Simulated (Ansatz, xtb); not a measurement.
# Two isomers of C5H8Si2

We compare X, `CC#C[SiH2]C#C[SiH3]`, a singlet, with Y, `C#C[SiH2]C#C[SiH2]C`, a singlet. Both are isolated molecules in the gas phase, relaxed with PBE0-D3(BJ)/def2-SVP.

Problem. Estimate E(Y) − E(X) at the level CCSD(T)/def2-SVP + ΔMP2/def2-TZVPP.

Solution. Calculated at CCSD(T)/def2-SVP + ΔMP2/def2-TZVPP: E(Y) − E(X) = −4.0 kcal/mol, so structure Y lies lower.

Level by level:

| level | geometry | E(Y) − E(X) (kcal/mol) | departure from the last row (kcal/mol) | job, with rough time for the two |
| --- | --- | --- | --- | --- |
| GFN2-xTB | GFN2-xTB | +13.0 | +17.0 | optimisation, 0.23 s |
| HF/STO-3G | GFN2-xTB | −2.7 | +1.2 | single point, 0.36 s |
| r2SCAN-D4/def2-SVP | GFN2-xTB | −0.7 | +3.3 | single point, 3.3 s |
| PBE0-D3(BJ)/def2-SVP | PBE0-D3(BJ)/def2-SVP | −0.7 | +3.3 | optimisation, 28 s |
| HF/def2-SVP | PBE0-D3(BJ)/def2-SVP | −0.5 | +3.5 | part of the CCSD(T) run |
| MP2/def2-SVP | PBE0-D3(BJ)/def2-SVP | −1.6 | +2.4 | part of the CCSD(T) run |
| CCSD(T)/def2-SVP | PBE0-D3(BJ)/def2-SVP | −1.3 | +2.7 | single point |
| CCSD(T)/def2-SVP + ΔMP2/def2-TZVPP | PBE0-D3(BJ)/def2-SVP | −4.0 |  | single point, 67 s |

As drawn, Y has 1 C–Si, 1 C–H in place of 1 C–C, 1 Si–H.

GFN2-xTB puts the two in the other order. The largest departure from CCSD(T)/def2-SVP + ΔMP2/def2-TZVPP is that of GFN2-xTB, 17.0 kcal/mol. A small imaginary or near-zero mode remains, so no thermal terms are given. The last row adds to CCSD(T) the change of the MP2 difference between the two basis sets, here −2.7 kcal/mol.

The correlated steps freeze 15 core orbitals. Codes used: Ansatz 0.2.0, xtb 6.7.1; the last row on 4 threads of Arm Neoverse V1 on a shared host.

Moving the methyl group from the alkyne terminus to silicon is modestly favourable. Y gives up the C(sp)–C(sp3) bond and the hyperconjugative stabilisation of a methylated alkyne, but gains a strong acetylenic C–H bond, and has a polar Si–CH3 bond in place of an Si–H bond of similar strength. These contributions largely cancel, leaving a small electronic preference.

In the small basis, correlation matters little: HF gives −0.5 and CCSD(T) −1.3 kcal/mol. Basis enlargement shifts the result by −2.7 kcal/mol, probably through a better description of polarisation around silicon and the alkynyl carbons. The density functionals' departures therefore can't be read as functional error alone, and the closeness of HF/STO-3G to the final value is probably fortuitous. The GFN2-xTB reversal points to an imbalance in its energies for the exchanged bonds rather than to poor structures, since r2SCAN-D4 on its geometries matches PBE0-D3(BJ) on its own. The sign is well supported, but the size of the gap isn't shown to be converged with basis.
